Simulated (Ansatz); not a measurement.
A family of molecules: the dipole moment

All atoms of one element are swapped for its congeners: C2H4F2 (1,2-difluoroethane) `FCCF`; C2H4Cl2 (1,2-dichloroethane) `ClCCCl`; C2H4I2 (1,2-diiodoethane) `ICCI`. The Br member is missing. All are singlets with charge 0.

Shapes, held fixed at every level: PBE0-D4/def2-TZVP. Flexible molecules stand in one conformer, not always the lowest. Programs: Ansatz 0.2.0. Values in D.

| level | C2H4F2 | C2H4Cl2 | C2H4I2 |
| --- | --- | --- | --- |
| PBE-D4/def2-TZVPP | 2.43 | 2.54 | 0.00 |
| r2SCAN-D4/def2-TZVPP | 2.54 | 2.70 | 0.00 |
| B3LYP-D4/def2-TZVPP | 2.62 | 2.64 | 0.00 |
| wB97M-V/def2-TZVPP | 2.61 | 2.64 | 0.00 |

At wB97M-V/def2-TZVPP the dipole moment isn't monotonic: it is largest for Cl and smallest for I (2.64 and 0.00 D). Every level shows the same order. The two largest values are nearly level. For atoms past krypton def2 sets carry core potentials with scalar relativity. Magnitudes only: a dipole under 1 D may point either way.

The vanishing moment of 1,2-diiodoethane reflects molecular shape, not nonpolar C–I bonds. A zero at every level points to a centrosymmetric anti conformer, in which the two C–I bond dipoles cancel exactly. The sizeable moments of the fluoride and chloride instead suggest gauche arrangements, where the bond dipoles partly add. The drop to iodine therefore mixes a change of conformer with the change of halogen and can't be read as an electronegativity trend.

Only the fluorine and chlorine members are probably comparable in shape, and their moments are close. Fluorine withdraws more charge, but the longer C–Cl bond separates its smaller charges further, so the two effects largely offset each other; differences in the torsion angle may also contribute. The small lead of chlorine is thus no sign of a more ionic bond. A gauche form is the familiar preference of 1,2-difluoroethane, whereas gaseous 1,2-dichloroethane favours anti, so its large value here doesn't represent the gas-phase average, which is weighted over both conformers.
